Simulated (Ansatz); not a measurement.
# Pb: pressure and energy above lowest point against volume per atom

All results are calculated (Ansatz 0.2.0 development build). Equation of state of a cubic crystal from periodic Kohn-Sham density functional theory without spin; pressure corrected for the finite basis.

Cell of the first row (space group Fm-3m, No. 225):
```
cell vectors (Å)
   0.0000     2.4718     2.4718
   2.4718     0.0000     2.4718
   2.4718     2.4718     0.0000
atoms (fractions of the cell vectors)
Pb  0.00000  0.00000  0.00000
```

Settings of every row: formula Pb; structure type fcc; functional PBE; spin treatment none; k mesh 19x19x19; occupation method fermi-dirac; occupation width 0.061225619 eV; wave cutoff 580 eV; datasets hand-made PAW; density cutoff ratio 4.

Limits: no spin-orbit coupling with 6p elements; the SCF threshold is loose for a stress in some rows.

| row | volume per atom (Å³) | pressure (GPa) | energy above lowest point (meV/atom) |
| --- | --- | --- | --- |
| 1 | 30.203 | ? | ? |
| 2 | 30.846 | 1.681 | 6.12 |
| 3 | 31.488 | 0.746 | 1.29 |
| 4 | 32.131 | -0.087 | 0 |
| 5 | 32.774 | -0.828 | 1.87 |

Question: what pressure and energy above lowest point should row 1 give?

Worked fit of pressure. Take u = (V_r/V)^(2/3) − 1 with V_r = 31.809 Å³ an atom, which is twice the finite (Eulerian) strain; such expansions in the strain, on which the Birch-Murnaghan equation of state is built, carry the rest volume and the bulk modulus. The shown rows have u = 0.02071, 0.00678, -0.00669, -0.01973. Least squares give pressure = 0.318 + 61.852 × u + 191.03 × u² GPa; a straight line predicts inner rows, each left out in turn, worse (root mean square 0.05 against 0.00042 GPa). All shown rows lie on it to the printed digit. The pressure vanishes at u = -0.0052, or V = 32.06 Å³ an atom, and there the bulk modulus at fixed shape and fractions is B = −V dP/dV = (2/3)(1 + u) dP/du = 39.7 GPa. The withheld row has u = 0.03514, so the fit gives 0.318 + 61.852 × (0.03514) + 191.03 × (0.03514)² = 2.727 GPa.

The calculation gave 2.731 GPa. The fit lies 0.004 GPa (0.11 % of the column's range) below it; its largest miss of a shown row is 0.000 GPa. This row lies beyond the range of the fit.

Worked fit of energy above lowest point. Take u = (V_r/V)^(2/3) − 1 with V_r = 31.809 Å³ an atom, which is twice the finite (Eulerian) strain; such expansions in the strain, on which the Birch-Murnaghan equation of state is built, carry the rest volume and the bulk modulus. The shown rows have u = 0.02071, 0.00678, -0.00669, -0.01973. Least squares give energy above lowest point = 0.228 + 96.06 × u + 9093.4 × u² meV/atom; a straight line predicts inner rows, each left out in turn, worse (root mean square 2.4 against 0.017 meV/atom). The rows lie off it by 0.00, -0.01, 0.01, 0.00. Its lowest point lies at u = -0.0053, or V = 32.06 Å³ an atom, and the curvature there gives the bulk modulus at fixed shape and fractions, B = (4/9)(1 + u)² E″(u)/V = 40 GPa. The withheld row has u = 0.03514, so the fit gives 0.228 + 96.06 × (0.03514) + 9093.4 × (0.03514)² = 14.83 meV/atom.

The calculation gave 14.92 meV/atom. The fit lies 0.09 meV/atom (0.6 % of the column's range) below it; its largest miss of a shown row is 0.01 meV/atom. This row lies beyond the range of the fit.
